## dc SQUID modulation: limits and scaling

### Dimensionless groups

Two junctions, each with critical current $I_0$, sinusoidal current–phase relation, resistance $R$ and capacitance $C$, close a loop of inductance $L$ divided equally between the arms. The nine quantities $V, I, \Phi, \Phi_0=h/2e, I_0, R, C, L, k_BT$ involve three dimensions (current, voltage, time), so six groups remain:

$$v=\frac{V}{I_0R},\; i=\frac{I}{I_0},\; \phi=\frac{\Phi}{\Phi_0},\; \beta_L=\frac{2LI_0}{\Phi_0},\; \beta_c=\frac{2\pi I_0R^2C}{\Phi_0},\; \Gamma=\frac{2\pi k_BT}{I_0\Phi_0}.$$

Write the gauge-invariant phases as $\delta_{1,2}=\gamma\pm\chi$ and set $b=\pi\beta_L/2$. The circulating current $jI_0$ is positive when its flux opposes $\Phi$, and fluxoid quantisation reads $\chi=\pi\phi-bj$. With time $\tau$ in units of $\Phi_0/2\pi I_0R$ and no noise, the sum and difference of the junction equations are

$$\beta_c\ddot\gamma+\dot\gamma+\sin\gamma\cos\chi=\frac i2,\qquad \beta_c\ddot\chi+\dot\chi+\cos\gamma\sin\chi=\frac{\pi\phi-\chi}{b},\qquad v=\langle\dot\gamma\rangle .$$

### Negligible inductance

For $b\to0$, $\chi=\pi\phi$. Unequal junctions carry $(I_1+I_2)\sin\gamma\cos\chi+(I_1-I_2)\cos\gamma\sin\chi$, whose amplitude in $\gamma$ is

$$I_c=\sqrt{(I_1-I_2)^2+4I_1I_2\cos^2\pi\phi}.$$

The depth $d=1-I_c^{\min}/I_c^{\max}$ is $1-\alpha$ with $\alpha=|I_1-I_2|/(I_1+I_2)$. For equal junctions and $\beta_c=0$ the period $\int_0^{2\pi}d\gamma/(i/2-\cos\pi\phi\sin\gamma)$ equals $2\pi/v$, which gives for $I>I_c$

$$V=\frac R2\sqrt{I^2-4I_0^2\cos^2\pi\phi}.$$

At $I=2I_0$, $V=I_0R|\sin\pi\phi|$. For $I\gg I_0$ the swing falls to $RI_0^2/I$.

### Critical current at finite $\beta_L$

To first order in $b$ (with $|\phi|\le1/2$), $I_c/2I_0=\max_\gamma\sin\gamma\,(\cos\pi\phi+b\sin^2\pi\phi\cos\gamma)$. Where $\cos\pi\phi\gg b$ the maximum lies near $\gamma=\pi/2$ and the gain is second order, $b^2\sin^4\pi\phi/(2\cos\pi\phi)$. Within $|\phi-1/2|\lesssim\beta_L/2$ the gain is first order. The cusp survives, its slope reduced by $1/\sqrt2$.

At $\phi=1/2$ put $\chi=\pi/2-x$, so that $x=b\cos\gamma\cos x$ and $f=I/2I_0=\sin\gamma\sin x$. Then $f^2=\sin^2x-x^2\tan^2x/b^2$, and its maximum gives $d=1-f$ exactly, with $x\in(0,\pi/2)$ as parameter:

$$b^2=\frac{x(x+\sin x\cos x)}{\cos^4x},\qquad f^2=\sin^2x\left[1-\frac{x\cos^2x}{x+\sin x\cos x}\right].$$

Expanding about $x=0$ and $x=\pi/2$,

$$d\simeq1-\frac{\pi\beta_L}{4}\left(1-\frac{\pi^2\beta_L^2}{12}\right),\qquad d\simeq\frac1{\beta_L}\left(1-\frac{2}{\pi\sqrt{\beta_L}}+\frac{3}{2\pi^2\beta_L}\right).$$

At large $\beta_L$ one junction sits at $I_0$, the loop carries $J\simeq\Phi_0/2L$ to screen half a quantum, and the other junction falls short by $2J$, so $\Delta I_c\to\Phi_0/L$.

| $\beta_L$ | 0.3 | 1 | 3 | 10 |
|---|---|---|---|---|
| exact $d$ | 0.779 | 0.476 | 0.224 | 0.0811 |
| small-$\beta_L$ form | 0.782 | | | |
| large-$\beta_L$ form | | 0.515 | 0.228 | 0.0814 |

The crossover $d=1/2$ lies at $\beta_L=0.92$, and the bare $1/\beta_L$ is still 23 % high at $\beta_L=10$. For small $\alpha$ and $\beta_L$, asymmetry sets the minimum when $\alpha\gg\pi\beta_L/4$.

### Voltage at finite $\beta_L$ and $\beta_c$

For $v\gg1$ set $\gamma=v\tau+\gamma_1$, $\chi=\pi\phi+\chi_1$, solve the linearised equations driven by $-\cos\pi\phi\sin v\tau$ and $-\sin\pi\phi\cos v\tau$, and average $\sin\gamma\cos\chi$:

$$v=\frac i2-\frac{1}{2v}\left[\frac{\cos^2\pi\phi}{1+\beta_c^2v^2}+\frac{v^2\sin^2\pi\phi}{v^2+(1/b-\beta_cv^2)^2}\right].$$

For $\beta_c=0$ the swing is $(RI_0^2/I)/[1+(bv)^2]$ with $bv=\omega_JL/2R$, $\omega_J=2\pi V/\Phi_0$. It crosses from $I^{-1}$ to $I^{-3}$ at $I=2\Phi_0/\pi L$. Capacitance adds a loop resonance at $\omega_J^2=2/LC$ and inverts the modulation above $\omega_J^2=1/LC$.

### Temperature

For $b\to0$ the barrier near $I_c$ is $(4\sqrt2/3)(I_c\Phi_0/2\pi)(1-I/I_c)^{3/2}$. With $I_c=2I_0|\cos\pi\phi|$ it equals $k_BT$ when $1-I/I_c=(3\Gamma/8\sqrt2\,|\cos\pi\phi|)^{2/3}$, the width over which the divergence of $\partial V/\partial I$ at $I_c$ is rounded. The slope $\partial V/\partial\Phi=\pi RI_0^2\sin2\pi\phi/(\Phi_0\sqrt{I^2-I_c^2})$ diverges at $I_c$ only where $\sin2\pi\phi\neq0$, and there it is rounded over the same width. Flux fluctuations $\sqrt{Lk_BT}$ reach $\Phi_0/2\pi$ at $L_F=(\Phi_0/2\pi)^2/k_BT$, and $L/L_F=\pi\Gamma\beta_L$.

### Pb ring of 50 nm diameter on a quartz tip

Take effective diameter $D=50$ nm, $T=4.2$ K, rim width $w=15$ nm, film thickness $t=20$ nm, approximate dirty-film values $\lambda=100$ nm and $\xi=40$ nm, $I_0=50\ \mu$A and $R=20\ \Omega$. These inputs were chosen to reproduce the typical inductance (several pH) and critical current (of order 100 µA) of such tips. All results are the model's.

The field period is $4\Phi_0/\pi D^2=1.05$ T. The kinetic inductance is $\mu_0\lambda^2\pi D/wt=6.6$ pH. The geometric part, $\mu_0(D/2)[\ln(4D/a)-7/4]$ for uniform current with $\pi a^2=wt$, is roughly 0.04 pH and is dropped. Then $\beta_L=0.32$, $d=0.77$ and $I_c$ swings from 100 to 23 µA. The large-$\beta_L$ law does not apply, since $\Phi_0/L=0.31$ mA exceeds $2I_0$. If $I_0$ reached the Ginzburg–Landau depairing value $\Phi_0wt/(3\sqrt3\pi\mu_0\lambda^2\xi)=76\ \mu$A, then $\beta_L=2D/3\sqrt3\,\xi=0.48$, free of $\lambda$, $w$ and $t$. In that limit shrinking $D$ deepens the modulation.

Noise is weak: $\Gamma=3.5\times10^{-3}$, rounding width 0.010 at $\phi=0$, $L_F=1.9$ nH. The local capacitance $C\sim\varepsilon_0\varepsilon_rD=1.8$ aF, with $\varepsilon_r\approx4$ for the amorphous silica of a pulled tip, gives $\beta_c=1.1\times10^{-4}$ and a resonance near 0.1 V, out of reach.

The zero-inductance curve at $I=2I_0$ has swing 1.0 mV and slope $\pi I_0R/\sqrt2\Phi_0=2.2$ mV$/\Phi_0$ at $\phi=1/4$, with inductive corrections of order $b^2=0.25$. The crossover at 0.20 mA corresponds to 2.0 mV, close to the approximate gap voltage $2\Delta/e\approx2.7$ mV, where a constant $R$ fails. Bare tips typically show self-heating hysteresis and are read as a current under voltage bias, so these millivolt figures do not describe a steady output.

The main neglected effect is pair breaking. For $w<\xi$, averaging $(2\pi By/\Phi_0)^2$ across the rim coordinate $y$ lowers $|\psi|^2$ by the fraction $p=(B/B_c)^2$, with $B_c=\sqrt3\Phi_0/\pi w\xi=1.9$ T. The period is $4w\xi/\sqrt3D^2=0.55$ of $B_c$. If $I_0\propto(1-p)^{3/2}$, as for depairing, and $L\propto(1-p)^{-1}$, then $I_0$ drops by 11 % at the first minimum, which moves to 20 µA, and by 42 % at the next maximum. These Ginzburg–Landau estimates are rough at $T/T_c=0.58$ (approximate $T_c=7.2$ K), but they show that the model ring has fewer than two periods before it turns normal.